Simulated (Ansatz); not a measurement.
From F to I: the HOMO–LUMO gap

All atoms of one element are swapped for its congeners: SnF4 `[F][Sn]([F])([F])[F]`; SnCl4 (tin tetrachloride) `[Cl][Sn]([Cl])([Cl])[Cl]`; SnBr4 (stannic bromide) `[Br][Sn]([Br])([Br])[Br]`; SnI4 (stannic iodide) `[I][Sn]([I])([I])[I]`. All are singlets with charge 0.

Shapes, held fixed at every level: PBE0-D4/def2-TZVP. Programs: Ansatz 0.2.0. Values in eV.

```csv
level,SnF4,SnCl4,SnBr4,SnI4
SPW92/def2-TZVPP,5.49,4.07,3.23,2.33
r2SCAN-D4/def2-TZVPP,6.41,4.79,3.85,2.82
B3LYP-D4/def2-TZVPP,8.09,5.99,4.92,3.77
BHLYP-D4/def2-TZVPP,11.85,8.87,7.49,5.99
r2SCAN0-D4/def2-TZVPP,9.35,6.93,5.76,4.48
wB97M-V/def2-TZVPP,13.56,10.93,9.60,8.10
```

At wB97M-V/def2-TZVPP the HOMO–LUMO gap falls at every step, from 13.56 to 8.10 eV. Every level shows the same order. For atoms past krypton def2 sets carry core potentials with scalar relativity. Relativity is left out for Br unless named. Orbital gaps aren't excitation energies, and the LUMO depends on the basis.

The gap narrows from fluoride to iodide mainly because the occupied edge rises. In these tetrahedral molecules the HOMO is essentially a set of halogen p lone pairs, which are less tightly bound as the halogen becomes larger and less electronegative. The LUMO is probably the antibonding combination of tin 5s with the halogen σ orbitals, so the lowest excitations should have ligand-to-metal charge-transfer character.

The steps are uneven. At every level the largest drop is from fluoride to chloride, reflecting the exceptionally compact 2p shell of fluorine. The smallest is from chloride to bromide, as expected if the poorly shielding filled 3d shell keeps the bromine 4p electrons relatively tightly bound.

The ordering is therefore robust, but the absolute gap is not: for SnF4 it runs from 5.49 to 13.56 eV, a spread wider than the whole fluoride-to-iodide change at any level, probably owing largely to the differing treatment of exchange. Nor do the SnF4 values carry over to the ordinary solid, where fluoride bridges link six-coordinate tin centres.
